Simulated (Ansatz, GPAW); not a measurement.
# Work functions of the (111), (100) and (110) faces of Al, Ni, Rh, Pd and Ag from PBE and LDA slabs

A bare-metal photocathode is to be driven by an ultraviolet source with a photon energy of 4.8 eV. We require the photon energy to exceed the work function by at least 0.4 eV, so the emitting face must have a work function of 4.4 eV or less. The cathode is carried through air before it is mounted, which rules out a metal that keeps a stable oxide after mild heating in vacuum. No alkali coating is allowed.

The element and the exposed face remain free. We therefore calculate the work function, the vacuum level outside the slab less the Fermi level, for the low-index faces of five fcc metals. PBE serves for the selection, LDA shows how much depends on the functional, and both are set against compiled single-crystal values.

## Set-up

GPAW 26.7.0 with its PAW setups. Symmetric 1×1 slabs of 7 to 10 atomic planes are cut at the tabulated measured lattice constant with atoms at bulk places and 16 Å of vacuum, periodic along the normal. Plane waves up to 450 eV, meshes of 10 to 12 points along the first in-plane vector, Fermi-Dirac smearing of 0.1 eV. Spin-polarised for Ni, spin-paired otherwise; scalar-relativistic, no spin-orbit coupling.

Notes on method and selection:

- Slabs of this thickness leave size errors that can reach a tenth of an eV.
- The atoms are not relaxed; relaxation matters most on open faces.
- Smoothing of the electron density on open and stepped faces lowers the surface dipole.
- Runs in which the search for lower states was switched off are not listed.
- Runs that did not converge, have known faults or may not be shown are not listed, and runs on Ansatz's PAW sets soft_1 and soft_2 are kept to separate tables.

Columns:

- area per atom (Å²): surface area per atom of the outermost plane.
- tilt (°): angle between the face and the densest face.
- planes: atomic planes in the slab.
- Φ PBE (eV): work function: vacuum level outside the slab less the Fermi level, PBE.
- Φ LDA (eV): work function: vacuum level outside the slab less the Fermi level, LDA.
- ΔΦ to densest (eV): PBE work function less that of the densest face.

## Computed values

| member | element | area per atom (Å²) | tilt (°) | planes | Φ PBE (eV) | Φ LDA (eV) | ΔΦ to densest (eV) |
| --- | --- | --- | --- | --- | --- | --- | --- |
| Al(111) | Al | 7.1 | 0.0 | 7 | 4.06 | 4.22 | 0.000 |
| Al(100) | Al | 8.2 | 54.7 | 8 | 4.26 | 4.41 | 0.200 |
| Al(110) | Al | 11.6 | 35.3 | 10 | 4.07 | 4.23 | 0.015 |
| Ni(111) | Ni | 5.4 | 0.0 | 7 | 5.11 | 5.49 | 0.000 |
| Ni(100) | Ni | 6.2 | 54.7 | 8 | 4.94 | 5.30 | −0.163 |
| Rh(111) | Rh | 6.3 | 0.0 | 7 | 5.15 | 5.53 | 0.000 |
| Rh(100) | Rh | 7.2 | 54.7 | 8 | 5.03 | 5.41 | −0.114 |
| Rh(110) | Rh | 10.2 | 35.3 | 10 | 4.65 | 5.03 | −0.497 |
| Pd(111) | Pd | 6.6 | 0.0 | 7 | 5.23 | 5.64 | 0.000 |
| Pd(100) | Pd | 7.6 | 54.7 | 8 | 5.08 | 5.49 | −0.143 |
| Pd(110) | Pd | 10.7 | 35.3 | 10 | 4.80 | 5.19 | −0.429 |
| Ag(111) | Ag | 7.2 | 0.0 | 7 | 4.50 | 4.92 | 0.000 |
| Ag(100) | Ag | 8.4 | 54.7 | 7 | 4.33 | 4.75 | −0.166 |
| Ag(110) | Ag | 11.8 | 35.3 | 10 | 4.17 | 4.57 | −0.331 |

## Mechanism

In Ni, Rh, Pd and Ag the work function falls as the face becomes more open. From (111) to (100) the PBE value drops by 0.114 eV (Rh) to 0.166 eV (Ag). Size errors of a tenth of an eV in each of the two slabs could together outweigh any one of these steps, but the sign is the same in all four metals. From (111) to (110) it drops by 0.331 eV in Ag, 0.429 eV in Pd and 0.497 eV in Rh. Aluminium does not follow this order.

The bulk Fermi level is common to all faces of a crystal, so a true difference between faces comes from the surface dipole. Electrons spilling into the vacuum leave negative charge outside and raise the work function. On an open face they also flow sideways into the hollows between the outer atoms, which leaves the tops of those atoms positive. This smoothing opposes the spill-out dipole and lowers the work function.

The charge shift involved is small. The step in potential is ΔΦ = (e²/ε₀) × Δ(p/A), with p/A the dipole per area in units of e/Å and e²/ε₀ about 180 eV Å. For Ag(110) against Ag(111), 0.331 / 180 = 0.0018 e/Å, or 0.0018 × 11.8 = 0.02 e Å per surface atom of the (110) face.

Openness orders these faces, whereas tilt does not: (100) is tilted further from (111) than (110) is, yet changes less. Whether the fall is linear in area per atom cannot be told from these slabs. A straight line from (111) to (110) would put (100) below (111) by 0.497 × (7.2 − 6.3) / (10.2 − 6.3), or about 0.1 eV, in Rh and by 0.331 × (8.4 − 7.2) / (11.8 − 7.2), also about 0.1 eV, in Ag. The computed drops are 0.114 eV and 0.166 eV. Even in Ag the departure from the line is less than a tenth of an eV, which a size error could produce.

LDA raises every work function, by about 0.4 eV in the transition metals and silver but by much less in Al (4.22 − 4.06 = 0.16 eV for the (111) face). It changes the differences between faces by no more than about 0.03 eV. Both functionals use the same lattice constant, so this offset does not come from the cell.

## Departures from the trend

Aluminium is the exception. Its (100) face lies 0.200 eV above (111) in PBE, while (110) and (111) differ by 0.015 eV, too little to order them. LDA gives the same pattern, but on the same slabs, so it is no check on thickness. With size errors of up to a tenth of an eV in each slab, the height of the (100) value is uncertain. The compiled values listed below put (111) and (100) level, but they are one choice among several: other measured values for these faces are left out, and sources differ by a tenth of an eV or more. The level pair therefore does not count against the computed step.

That aluminium breaks the usual order is nevertheless well established. The accepted explanation is that its p states, parallel and perpendicular to the surface, fill differently on each face, and the resulting charge shift competes with smoothing.

Nickel has no (110) row, so only its first step can be judged.

## Comparison with experiment

| member | quantity | measured | computed | computed − measured | conditions | source |
| --- | --- | --- | --- | --- | --- | --- |
| Al(111) | Φ PBE (eV) | 4.32 | 4.06 | −0.26 | compiled values differ between sources by a tenth of an eV or more; compiled experimental value; Al(111) single-crystal face | [1] |
| Al(100) | Φ PBE (eV) | 4.32 | 4.26 | −0.06 | compiled values differ between sources by a tenth of an eV or more; compiled experimental value; Al(100) single-crystal face | [1] |
| Al(110) | Φ PBE (eV) | 4.23 | 4.07 | −0.16 | compiled values differ between sources by a tenth of an eV or more; compiled experimental value; Al(110) single-crystal face | [1] |
| Ni(111) | Φ PBE (eV) | 5.36 | 5.11 | −0.25 | compiled values differ between sources by a tenth of an eV or more; compiled experimental value; Ni(111) single-crystal face | [2] |
| Ni(100) | Φ PBE (eV) | 5.17 | 4.94 | −0.23 | compiled values differ between sources by a tenth of an eV or more; compiled experimental value; Ni(100) single-crystal face | [2] |
| Rh(111) | Φ PBE (eV) | 5.46 | 5.15 | −0.31 | compiled values differ between sources by a tenth of an eV or more; compiled experimental value; Rh(111) single-crystal face | [2] |
| Rh(100) | Φ PBE (eV) | 5.3 | 5.03 | −0.27 | compiled values differ between sources by a tenth of an eV or more; compiled experimental value; Rh(100) single-crystal face | [2] |
| Rh(110) | Φ PBE (eV) | 4.86 | 4.65 | −0.21 | compiled values differ between sources by a tenth of an eV or more; compiled experimental value; Rh(110) single-crystal face | [2] |
| Pd(111) | Φ PBE (eV) | 5.67 | 5.23 | −0.44 | compiled values differ between sources by a tenth of an eV or more; compiled experimental value; Pd(111) single-crystal face | [2] |
| Pd(100) | Φ PBE (eV) | 5.48 | 5.08 | −0.40 | compiled values differ between sources by a tenth of an eV or more; compiled experimental value; Pd(100) single-crystal face | [2] |
| Pd(110) | Φ PBE (eV) | 5.07 | 4.80 | −0.27 | compiled values differ between sources by a tenth of an eV or more; compiled experimental value; Pd(110) single-crystal face | [2] |
| Ag(111) | Φ PBE (eV) | 4.53 | 4.50 | −0.03 | compiled values differ between sources by a tenth of an eV or more; compiled experimental value; Ag(111) single-crystal face | [2] |
| Ag(100) | Φ PBE (eV) | 4.36 | 4.33 | −0.03 | compiled values differ between sources by a tenth of an eV or more; compiled experimental value; Ag(100) single-crystal face | [2] |
| Ag(110) | Φ PBE (eV) | 4.1 | 4.17 | +0.07 | compiled values differ between sources by a tenth of an eV or more; compiled experimental value; Ag(110) single-crystal face | [2] |

Computed − measured (first source of each member):

- Φ PBE (eV), Al: mean error −0.16, mean absolute error 0.16 over 3 members
- Φ PBE (eV), Rh: mean error −0.26, mean absolute error 0.26 over 3 members
- Φ PBE (eV), Pd: mean error −0.37, mean absolute error 0.37 over 3 members
- Φ PBE (eV), Ag: mean error 0.00, mean absolute error 0.04 over 3 members

Sources:

[1] "Properties of real metallic surfaces: Effects of density functional semilocality and van der Waals nonlocality" (2017, arXiv:1702.08515)  
[2] "Anisotropic work function of elemental crystals" (2019, arXiv:1902.07811)

PBE lies below the compiled value in 13 of 14 rows, with differences from −0.44 eV for Pd(111) to +0.07 eV for Ag(110). The mean absolute error over all rows is 0.21 eV for PBE and 0.16 eV for LDA. On average LDA is the nearer level for Al, Ni, Rh and Pd. For Ag it is well too high, by 4.75 − 4.36 = 0.39 eV on (100) and 4.57 − 4.1 = 0.47 eV on (110), where PBE is close.

PBE is generally known to give work functions a few tenths of an eV low, which fits most rows. Silver is odd: the mean PBE error jumps from −0.37 eV in Pd to 0.00 eV in Ag, although the gap between LDA and PBE is nearly the same in both. The compiled silver values may be low; older compilations place them higher.

The measured order of faces is reproduced for Ni, Rh, Pd and Ag. The measured drop from (111) to (110) is larger than the PBE one, by 0.10 eV in Rh and Ag and 0.17 eV in Pd. Slab thickness and disagreement between sources could account for much of this. Inward relaxation of the outer atoms is a less likely cause, since simple electrostatics suggests that it would raise the (110) value and shrink the calculated drop.

## Choosing a member

We first apply the limit of 4.4 eV to the PBE column. Every Ni, Rh and Pd face fails; the lowest of them is Rh(110) at 4.65 eV. Their PBE values lie below the measured ones, so a correction would move them further from the target. All three Al faces pass on work function, but aluminium keeps a stable oxide after exposure to air and is excluded. Ag(111), at 4.50 eV, fails. Ag(100) and Ag(110) remain. Silver also meets the condition on oxides, since its oxide decomposes on mild heating in vacuum. That condition does not cover sulphur, however. Silver tarnishes in air by forming a sulphide, which mild heating cannot be relied on to remove. The passage through air must therefore be short and free of sulphur compounds, or the face must be cleaned in vacuum afterwards, for example by sputtering and annealing.

The threshold wavelength is λ = hc/Φ, with hc = 1240 eV nm:

- Ag(110): 1240 / 4.17 = 297 nm, excess energy 4.8 − 4.17 = 0.63 eV
- Ag(100): 1240 / 4.33 = 286 nm, excess energy 4.8 − 4.33 = 0.47 eV
- Source: 1240 / 4.8 = 258 nm

Near threshold the photoyield of a metal grows roughly as (hν − Φ)². On the computed values, and if the two faces absorb and transmit alike, Ag(110) should emit (0.63 / 0.47)² = 1.8 times as much as Ag(100).

For silver the mean PBE error against the compiled values is 0.00 eV, so we apply no shift. A size error of 0.1 eV puts Ag(110) between 4.17 − 0.1 = 4.07 eV and 4.17 + 0.1 = 4.27 eV, inside the limit throughout. The same error puts Ag(100) between 4.23 and 4.43 eV, which crosses it.

Our pick is Ag(110), with Ag(100) as runner-up, provided that the face is free of sulphide when it is used. The order of the two is the firmer part of the result: (110) is lower by 0.16 eV in PBE, 0.18 eV in LDA and 0.26 eV in the measured values. It leans on the measurements, though. Both functionals use the same slabs, and size errors of opposite sign in the two slabs could cancel the calculated difference.

The absolute level is less secure. If PBE were as low for silver as it is on average for rhodium, Ag(110) would lie at 4.17 + 0.26 = 4.43 eV and miss the target. LDA, at 4.57 eV, also puts it outside, and the higher silver values in older compilations are a further warning. A photoemission threshold measured on the crystal after its passage through air and its treatment in vacuum would settle the matter; a value above 4.4 eV would call for better cleaning or a higher photon energy, since the other silver faces lie higher still.

## Rules of thumb and their limits

For clean, unrelaxed low-index faces of Rh, Pd and Ag, the more open face has the lower work function, and the one step available for Ni agrees. Aluminium shows that this order cannot be carried over to every fcc metal. With five elements listed, the result is no survey of the fcc metals.

Adsorbates can outweigh the choice of face. A partial layer of an alkali metal typically lowers the work function by roughly 2 eV, more than the whole range of the table. Adsorbed oxygen often raises it by some tenths of an eV and can approach 1 eV, against at most 0.5 eV between faces of one element here. For the silver cathode, residual oxygen would therefore act against the gain from the (110) face. If sulphide is left from the passage through air, the values for clean faces given here no longer describe the cathode.

[On method and selection: Error sizes named in these notes are rules of thumb and were not measured on these runs.]
